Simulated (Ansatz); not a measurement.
Bi₂Te₃: energy less free atoms and pressure against volume scale

Periodic Kohn-Sham DFT of a crystal at fixed atoms, scaled to volume_scale times the given cell; pressure positive in compression, energy less spherical unpolarised free atoms, largest_vzz the field gradient of largest size among the nuclei. The results are calculated, by Ansatz 0.2.0.

The cell before it is scaled or strained (space group R-3m, No. 166):
```
CELL_PARAMETERS angstrom
2.19300 1.26610 10.16570
-2.19300 1.26610 10.16570
0.00000 -2.53230 10.16570
ATOMIC_POSITIONS crystal
Bi 0.40000 0.40000 0.40000
Bi 0.60000 0.60000 0.60000
Te 0.00000 0.00000 0.00000
Te 0.20950 0.20950 0.20950
Te 0.79050 0.79050 0.79050
```

Settings of every row: method all-electron LAPW; functional PBEsol; relativity scalar; k mesh 7x7x7; filling fermi-dirac; smearing width 0.08 eV; basis error target 1 meV/atom; nucleus gaussian.

Atom start moment: 0 on all atoms.

Limits: a layered crystal: even scaling strains the bonds within the layers, so this curve is stiffer than the crystal under pressure; no spin-orbit coupling on heavy atoms; small gap, it may come from the mesh.

| row | volume scale | V (Å³/atom) | energy less free atoms (eV/atom) | pressure (GPa) |
| --- | --- | --- | --- | --- |
| 1 | 0.94 | 31.839 | -4.0286 | 3.042 |
| 2 | 0.96 | 32.517 | ? | ? |
| 3 | 0.98 | 33.194 | -4.0432 | 0.495 |
| 4 | 0.99 | 33.533 | -4.0436 | -0.057 |
| 5 | 1 | 33.871 | -4.0429 | -0.579 |
| 6 | 1.01 | 34.21 | -4.0412 | -1.073 |
| 7 | 1.02 | 34.549 | -4.0384 | -1.539 |
| 8 | 1.04 | 35.227 | -4.0301 | -2.396 |
| 9 | 1.06 | 35.904 | -4.0183 | -3.161 |

Question: what energy less free atoms and pressure should row 2 give?

Worked fit of energy less free atoms. Take u = (V_r/V)^(2/3) − 1 with V_r = 34.041 Å³ an atom, which is twice the finite (Eulerian) strain; such expansions in the strain, on which the Birch-Murnaghan equation of state is built, carry the rest volume and the bulk modulus. The shown rows have u = 0.04559, 0.01694, 0.01007, 0.00334, -0.0033, -0.00983, -0.02257, -0.0349. Least squares give energy less free atoms = −4.0422 − 0.2596 × u + 12.223 × u² eV/atom; a straight line predicts inner rows, each left out in turn, worse (root mean square 0.0063 against 7.1e-05 eV/atom). The rows lie off it by 0.0000, -0.0001, 0.0000, 0.0000, 0.0000, 0.0001, 0.0000, 0.0000. Its lowest point lies at u = 0.0106, or V = 33.51 Å³ an atom, and the curvature there gives the bulk modulus at fixed shape and fractions, B = (4/9)(1 + u)² E″(u)/V = 53.1 GPa. Letting shape and atoms relax would as a rule lower it, by much in layered, chain or molecular crystals. The withheld row has u = 0.03101, so the fit gives −4.0422 − 0.2596 × (0.03101) + 12.223 × (0.03101)² = -4.0385 eV/atom.

The calculation gave -4.0386 eV/atom. The fit lies 0.0001 eV/atom (0.4 % of the column's range) above it, one unit of the last digit.

Worked fit of pressure. Take u = (V_r/V)^(2/3) − 1 with V_r = 34.041 Å³ an atom, which is twice the finite (Eulerian) strain; such expansions in the strain, on which the Birch-Murnaghan equation of state is built, carry the rest volume and the bulk modulus. The shown rows have u = 0.04559, 0.01694, 0.01007, 0.00334, -0.0033, -0.00983, -0.02257, -0.0349. Least squares give pressure = −0.8295 + 74.366 × u + 223.14 × u² + 183 × u³ GPa; a parabola predicts inner rows, each left out in turn, worse (root mean square 0.0028 against 0.00067 GPa). The rows lie off it by 0.000, 0.000, 0.001, 0.000, -0.001, 0.000, 0.000, 0.000. The pressure vanishes at u = 0.0108, or V = 33.5 Å³ an atom, and there the bulk modulus at fixed shape and fractions is B = −V dP/dV = (2/3)(1 + u) dP/du = 53.4 GPa. Letting shape and atoms relax would as a rule lower it, by much in layered, chain or molecular crystals. The withheld row has u = 0.03101, so the fit gives −0.8295 + 74.366 × (0.03101) + 223.14 × (0.03101)² + 183 × (0.03101)³ = 1.697 GPa.

The calculation gave 1.697 GPa. The fit meets it to the printed digit.
